When the angle of a bent molecule is forced away from its best value, does the energy rise along one smooth curve, or does some angle stand apart because the electrons have rearranged? Dichlorocarbene, CCl₂, is a good molecule in which to ask. Its carbon atom has only two bonds, and next to them a lone pair and an empty orbital that could in principle trade places. The table follows the bend from 91.5° to 127.5° with both bond lengths held fixed.

Rigid scan of the Cl–C–Cl bend in singlet CCl₂ in the gas phase, calculated with Ansatz 0.2.0 and the def2-TZVPP basis, with frozen cores in CCSD(T) and MP2. Both bond lengths are kept from the PBE0-D4/def2-TZVP minimum structure, whose bend is 109.5°. Each method's energies are counted from its own value at that structure.

```
bend (°)  CCSD(T) (eV)  PBE-D4 (eV)  r2SCAN-D4 (eV)  wB97M-V (eV)  MP2 (eV)  wB97M-V less CCSD(T) (eV)  T1 diagnostic
    91.5        0.7104       0.6935          0.7245        0.6729    0.6863                    -0.0375          0.020
    96.0        0.3691       0.3648          0.3790        0.3423    0.3518                    -0.0268          0.020
   100.5        0.1541       0.1553          0.1595        0.1368    0.1428                    -0.0173          0.020
   105.0        0.0378       0.0398          0.0396        0.0292    0.0321                    -0.0086          0.020
   109.5        0.0000       0.0000          0.0000        0.0000    0.0000                     0.0000          0.020
   114.0        0.0265       0.0226          0.0264        0.0351    0.0326                     0.0086          0.021
   118.5        0.1070       0.0979          0.1083        0.1241    0.1199                     0.0171          0.021
   123.0        0.2340       0.2186          0.2379        0.2594    0.2546                     0.0254          0.021
   127.5        0.4018       0.3792          0.4094        0.4352    0.4311                     0.0334          0.022
```

The end rows look irregular

The usual first picture of a bending molecule is a spring, whose energy is a parabola in the angle. Take the slope and curvature of the CCSD(T) curve at 109.5° from the five central rows and continue that parabola outwards. At 91.5° it gives 0.53 eV, while the calculation gives 0.71 eV. At 127.5° it gives 0.50 eV, while the calculation gives 0.40 eV.

Both end rows thus miss the spring by about a quarter of their own energy, in opposite directions. Closing the molecule is harder than the spring says, and opening it is easier. Misses of this size could be two separate accidents or one change of shape that runs through the whole curve. The rows between the ends decide which.

A test for a stray row

On a smooth curve, the energy at one angle can be worked out from the two nearest rows on each side. For equal steps the rule is

E(middle) ≈ [4 × (sum of the two nearest) − (sum of the two next)] / 6

For 100.5° the nearest rows are 96.0° and 105.0°, and the next ones are 91.5° and 109.5°. With the CCSD(T) values,

E(100.5°) ≈ [4 × (0.3691 + 0.0378) − (0.7104 + 0.0000)] / 6 = 0.1529 eV

The table has 0.1541 eV, which is 0.0012 eV higher. This is the largest miss among the five rows that have two neighbours on each side.

Rounding of the table could cause a miss of only about 0.0001 eV, so the small difference is real. It isn't the mark of a stray row, however. A single displaced energy would spoil its neighbours' estimates too, with alternating sign. Instead the misses all have the same sign and fade steadily towards wide angles, as they do when the curvature grows faster and faster towards narrow angles. The test is less sharp for the outermost rows, which enter only as neighbours.

No row breaks the pattern, then. What fails is the parabola, and it fails gradually: the curvature around 96° is about three times that around 123°.

Why closing is stiffer than opening

One reason has nothing to do with chlorine. Bending a straight molecule to one side costs the same as bending it to the other, so the singlet curve must be level at 180°. For a molecule that prefers to be bent, that level point is the top of a hill. On the way from the valley to the hilltop the curve has to lose its upward curvature, so opening must become softer at some stage.

The simplest curve with this symmetry shows how much that can explain. Let β = 180° − θ be the bend away from the straight line, and β₀ its value at the CCSD(T) minimum, 180° − 109.8° = 70.2°:

E ∝ (β² − β₀²)²

This curve makes closing to 91.5° about 1.8 times as costly as opening to 127.5°. The table gives 0.7104 / 0.4018 = 1.77. The curve is only a sketch, and when scaled to the 91.5° row it misses some other rows by about 0.01 eV.

The chlorine atoms may add to the effect. They aren't bonded to each other, but they are close. At 109.5° they are 2.8 Å apart, well inside the roughly 3.5 Å at which two chlorine atoms of different molecules would touch. Their filled electron shells overlap, and the Pauli principle makes that overlap costly. The cost grows roughly exponentially as the distance shrinks, by a factor of e for about every 0.3 Å, a rough typical value for closed shells.

The distance R between the chlorine atoms follows from the angle θ and the bond length r, here 1.70 Å:

R = 2 r sin(θ/2)

Closing the angle by 18°, from 109.5° to 91.5°, shortens R by 0.34 Å. Opening it by the same 18° lengthens R by only 0.27 Å. With the decay length of 0.3 Å, the repulsion grows about threefold on closing and falls to about 0.4 of its value on opening.

This is a possible second source of the lopsided curve, and the calculation doesn't separate it from the first. In this picture, the chlorine atoms run into a wall that steepens with every degree of closing. On the opening side that wall recedes, and what remains is the gentler resistance of the carbon atom, whose lone pair is most stable when it keeps much s character and the molecule stays bent. Neither source has a corner anywhere, so a curve shaped by them can be very uneven and still perfectly smooth.

A simple model puts this into numbers by adding the repulsion to a spring:

E = a + b n + c n² + d exp[(2.8 Å − R) / 0.3 Å]

Here n counts steps of 4.5° from 109.5°, and a, b, c and d were fitted to all nine CCSD(T) energies, the two end rows included. The typical deviation is 0.0006 eV, against 0.005 eV for a cubic polynomial with the same number of coefficients. The model is worst at 96.0°, by 0.001 eV, which is still more than rounding. The analysis printed after the text has the details.

The good fit shows that a repulsive wall can describe the curve, not that it causes it. The symmetric curve above is about equally lopsided without any wall. The bonds at carbon also change their mixture of s and p orbitals as the angle closes, and this may contribute to the same stiffening. Since the spring and the repulsion can trade energy with each other in the fit, the coefficient d shouldn't be read as the true repulsion between the chlorine atoms.

Why no corner appears

Smooth forces give a smooth curve only if the electrons stay in the same state. Here they have little reason to leave it. The two bonds keep their length, so no electron pair is being pulled apart. The lone pair lies in the molecular plane, while the empty p orbital stands perpendicular to it and is pushed up in energy by the filled orbitals of the chlorine atoms. In a clearly bent molecule this leaves a gap between the two.

The calculations agree with this picture. With PBE-D4 and r2SCAN-D4, the minimum structure and the one at 91.5° have the same number of filled orbitals of each symmetry, so the lone pair hasn't moved into the perpendicular p orbital. The T1 diagnostic, a rough measure of how far the coupled-cluster wave function readjusts its starting orbitals, moves only from 0.020 to 0.022 across the scan. It isn't a direct test for a pair changing places, but it gives no sign of a sudden change. The restricted Hartree–Fock starting point can lower its energy if electrons of opposite spin are given different orbitals, which is a reason for some caution about methods built on it. But this holds at every angle, so it singles out no row.

The other methods also show smooth curves, though not the same one. Relative to CCSD(T), wB97M-V is 0.04 eV too low at 91.5° and 0.03 eV too high at 127.5°, with a steady passage between; MP2 tilts the same way. Such a tilt favours smaller angles and moves the minimum from 109.8° with CCSD(T) to 109.1° with wB97M-V. PBE-D4 is instead too low at both ends, by about 0.02 eV, and r2SCAN-D4 stays within 0.015 eV throughout. All methods agree at 109.5° only because their energies are counted from that structure, and differences below about 0.01 eV near it may owe as much to the finite basis set as to the method.

Where a break would be expected

The place to look is beyond the wide end of the table, towards a linear molecule. As the angle opens, the lone pair loses its s character and rises in energy. At 180° it has become a pure p orbital, equal in energy to the empty one that stands at right angles to it. Two electrons then share two equal orbitals, and the arrangement with parallel spins, the triplet, is the more stable one.

Somewhere on the way the triplet must therefore pass below the singlet. It doesn't do so within this scan. The lowest triplet energy of CCl₂ lies roughly 0.9 eV above the singlet minimum, a rough literature value, and even the highest CCSD(T) energy in the table is only 0.71 eV.

What a reader would see at the crossing depends on what is plotted. The lowest energy of the molecule, whatever its spin, would have a corner there, apart from a slight rounding by spin–orbit coupling, which these calculations leave out. The singlet curve alone would pass through without one. Nearer to 180°, however, a method that starts from one closed-shell arrangement would drift away from the true singlet, because two arrangements have become equally important. A smooth curve would then no longer be a sign of a correct one.

What this means in use

For small vibrations the spring is a sound approximation. At 105.0° and 114.0° it is within about 0.002 eV of CCSD(T), and the energies there are comparable with the thermal energy at room temperature, about 0.026 eV. Far from the minimum, at angles such as a reaction may force on the molecule, it understates the cost of closing and overstates the cost of opening. Counted from the same starting structure, the energies at the ends of the scan are themselves upper values, because bonds that were allowed to adjust could only lower them.

Numerical output:

```
fit of ccsd_t on 9 rows: constant -0.005445 +/- 0.0031, coefficient of n -0.002659 +/- 0.0021, coefficient of n**2 0.03483 +/- 0.00035, coefficient of n**3 -0.00224 +/- 0.00016; rms 0.0046, worst 96.0 0.00736, leave-one-out rms 0.0156
fit of ccsd_t on 9 rows: constant -0.4183 +/- 0.0041, coefficient of n 0.1036 +/- 0.0013, coefficient of n**2 0.01484 +/- 0.0002, coefficient of push 0.3875 +/- 0.0039; rms 0.000635, worst 96.0 -0.00108, leave-one-out rms 0.00237
Shape and levels, energies in eV:
    row  Cl-Cl distance in angstrom  local parabola  CCSD(T) less parabola  cubic less CCSD(T)  repulsion model less CCSD(T)  PBE-D4 less CCSD(T)  r2SCAN-D4 less CCSD(T)  MP2 less CCSD(T)
   91.5                       2.435          0.5262                 0.1842           -0.004618                      0.000513              -0.0169                  0.0141           -0.0241
   96.0                       2.527          0.2987                0.07039            0.007358                     -0.001075              -0.0043                  0.0099           -0.0173
  100.5                       2.614          0.1352                0.01893            0.003004                    -0.0001145               0.0012                  0.0054           -0.0113
  105.0                       2.697          0.0356               0.002204           -0.003518                      0.000623                0.002                  0.0018           -0.0057
  109.5                       2.777               0                      0           -0.005445                     0.0006765                    0                       0                 0
  114.0                       2.851         0.02838              -0.001879           -0.002015                     8.825e-05              -0.0039                 -0.0001            0.0061
  118.5                       2.922          0.1207               -0.01373            0.003634                     -0.000617              -0.0091                  0.0013            0.0129
  123.0                       2.988          0.2771               -0.04306            0.005564                    -0.0007409              -0.0154                  0.0039            0.0206
  127.5                       3.049          0.4974               -0.09557           -0.003964                     0.0006471              -0.0226                  0.0076            0.0293
Cost of closing to 91.5 over cost of opening to 127.5 degrees, CCSD(T), ratio: 1.768
Curvature around 96 over curvature around 123 degrees, CCSD(T), ratio: 3.096
Largest miss from four neighbours, at 100.5 degrees, CCSD(T), eV: 0.001233
Smallest miss from four neighbours, at 118.5 degrees, CCSD(T), eV: 0.0003
Largest such miss that rounding alone could give, eV: 0.0001333
Minimum of the rigid CCSD(T) curve, degrees: 109.8
Minimum of the rigid wB97M-V curve, degrees: 109.1
```
